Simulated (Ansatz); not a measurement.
# As: energy change per atom and pressure as volume scale varies

Plane-wave DFT, scalar-relativistic PAW made under PBE with cores redone for the functional, no dispersion; the given relaxed cell is scaled uniformly, energy at zero smearing counts from the unscaled cell, pressure at the given Fermi-Dirac smearing is positive in compression. The results are calculated, by Ansatz 0.2.0.

The cell before it is scaled or strained (space group P6_3/mmc, No. 194):
```
cell vectors (Å)
   3.0285     0.0000     0.0000
  -1.5143     2.6228     0.0000
   0.0000     0.0000     4.6282
atoms (fractions of the cell vectors)
As  0.33333  0.66667  0.25000
As  0.66667  0.33333  0.75000
```

Settings of every row: spin polarised no; functional PBEsol; wave cutoff 420 eV; smearing width 0.1 eV; k mesh 13x13x8.

Atom starting moment: 0 on all atoms.

Limits: the cell comes from a prototype or a list of computed structures and needn't be the stable phase.

| row | volume scale | V (Å³/atom) | energy change per atom (meV) | pressure (GPa) |
| --- | --- | --- | --- | --- |
| 1 | 0.88 | 16.175 | 93.59 | 15.3 |
| 2 | 0.92 | 16.911 | ? | ? |
| 3 | 0.96 | 17.646 | 9 | 4.11 |
| 4 | 1.04 | 19.116 | 7.56 | -3.16 |
| 5 | 1.08 | 19.852 | 28.64 | -5.8 |
| 6 | 1.12 | 20.587 | 60.71 | -7.95 |

Question: what energy change per atom and pressure should row 2 give?

Worked fit of energy change per atom. Take u = (V_r/V)^(2/3) − 1 with V_r = 19.116 Å³ an atom, which is twice the finite (Eulerian) strain; such expansions in the strain, on which the Birch-Murnaghan equation of state is built, carry the rest volume and the bulk modulus. The shown rows have u = 0.11781, 0.05479, 0, -0.02487, -0.04822. Least squares give energy change per atom = 7.397 − 574.159 × u + 11079.43 × u² meV; a straight line predicts inner rows, each left out in turn, worse (root mean square 37 against 0.33 meV). The rows lie off it by 0.06, -0.20, 0.16, 0.11, -0.13 (root mean square 0.14 meV). Its lowest point lies at u = 0.0259, or V = 18.4 Å³ an atom, and the curvature there gives the bulk modulus at fixed shape and fractions, B = (4/9)(1 + u)² E″(u)/V = 90.3 GPa. Letting shape and atoms relax would as a rule lower it, by much in layered, chain or molecular crystals. The withheld row has u = 0.08514, so the fit gives 7.397 − 574.159 × (0.08514) + 11079.43 × (0.08514)² = 38.83 meV.

The calculation gave 38.45 meV. The fit lies 0.38 meV (0.44 % of the column's range) above it; its largest miss of a shown row is 0.20 meV.

Worked fit of pressure. Take u = (V_r/V)^(2/3) − 1 with V_r = 19.116 Å³ an atom, which is twice the finite (Eulerian) strain; such expansions in the strain, on which the Birch-Murnaghan equation of state is built, carry the rest volume and the bulk modulus. The shown rows have u = 0.11781, 0.05479, 0, -0.02487, -0.04822. Least squares give pressure = −3.2 + 114.874 × u + 356.68 × u² GPa; a straight line predicts inner rows, each left out in turn, worse (root mean square 1.2 against 0.091 GPa). The rows lie off it by 0.02, -0.05, 0.04, 0.04, -0.04 (root mean square 0.039 GPa). The pressure vanishes at u = 0.0258, or V = 18.4 Å³ an atom, and there the bulk modulus at fixed shape and fractions is B = −V dP/dV = (2/3)(1 + u) dP/du = 91.1 GPa. Letting shape and atoms relax would as a rule lower it, by much in layered, chain or molecular crystals. The withheld row has u = 0.08514, so the fit gives −3.2 + 114.874 × (0.08514) + 356.68 × (0.08514)² = 9.17 GPa.

The calculation gave 9.09 GPa. The fit lies 0.08 GPa (0.34 % of the column's range) above it; its largest miss of a shown row is 0.05 GPa.
